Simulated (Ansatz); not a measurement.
# Strength of the C–Sn bond: SnH2(CN)2 → SnH2(CN) + CN

Species: SnH2(CN)2, singlet; SnH2(CN), doublet; CN, doublet. 

Shapes, held fixed at every level: PBE0-D4/def2-TZVP. Programs: Ansatz 0.2.0. The zero-point and thermal change to 298 K, harmonic and unscaled (PBE0-D4/def2-TZVP), is -9.3 kJ/mol.

```csv
level,kind,ΔH(298 K) (kJ/mol),CPU time (sum over the molecules)
HF/def2-SVP,Hartree–Fock,+321.8,–
HF/def2-TZVPP,Hartree–Fock,+327.5,–
SPW92/def2-TZVPP,LDA,+446.1,5.8 s
PBE-D4/def2-TZVPP,GGA,+399.2,12 s
BHLYP-D4/def2-TZVPP,global hybrid,+425.0,14 s
r2SCAN0-D4/def2-TZVPP,global hybrid,+405.5,24 s
wB97M-V/def2-TZVPP,range-separated hybrid,+436.2,60 s
B2PLYP/def2-TZVPP,double hybrid,+413.4,25 s
```

B2PLYP/def2-TZVPP gives ΔH(298 K) = +413.4 kJ/mol; the levels span +321.8 to +446.1. The median of the levels is +409.4. Hartree–Fock misses the correlation of the pair that is broken and comes out low. No measured value is set beside it here. Spin contamination: CN (⟨S²⟩ up to 1.11). Open shells run unrestricted unless RO is named. For atoms past krypton def2 sets carry core potentials with scalar relativity. Correlated rows may include outer-core shells of Sn, which these sets cover unevenly. Times are processor times on shared x86 and Arm servers, and rough.

Every level that includes correlation makes homolytic loss of CN strongly endothermic, with PBE-D4 lowest at +399.2 kJ/mol. That is a strong bond for tin, whose bonds to alkyl carbon are usually weak because its diffuse valence orbitals overlap poorly with those of carbon. Cyanide differs in bonding through an sp-rich, strongly electronegative carbon. The bond is therefore polarised towards CN and gains ionic stabilisation, which is lost when two neutral radicals form. The cyanide radical is also a poor leaving partner, as its unpaired electron stays largely in a σ orbital on carbon, with little delocalisation to offset the cost of cleavage.

The share of exact exchange alone doesn't order the results: BHLYP-D4 lies above PBE-D4, yet Hartree–Fock falls far below both. LDA gives the highest value, probably through its familiar overbinding. The calculations thus support a strong bond but don't fix its enthalpy closely. Nor does resistance to homolysis imply inertness, since polar tin–cyanide bonds can break heterolytically in water or other donor media.
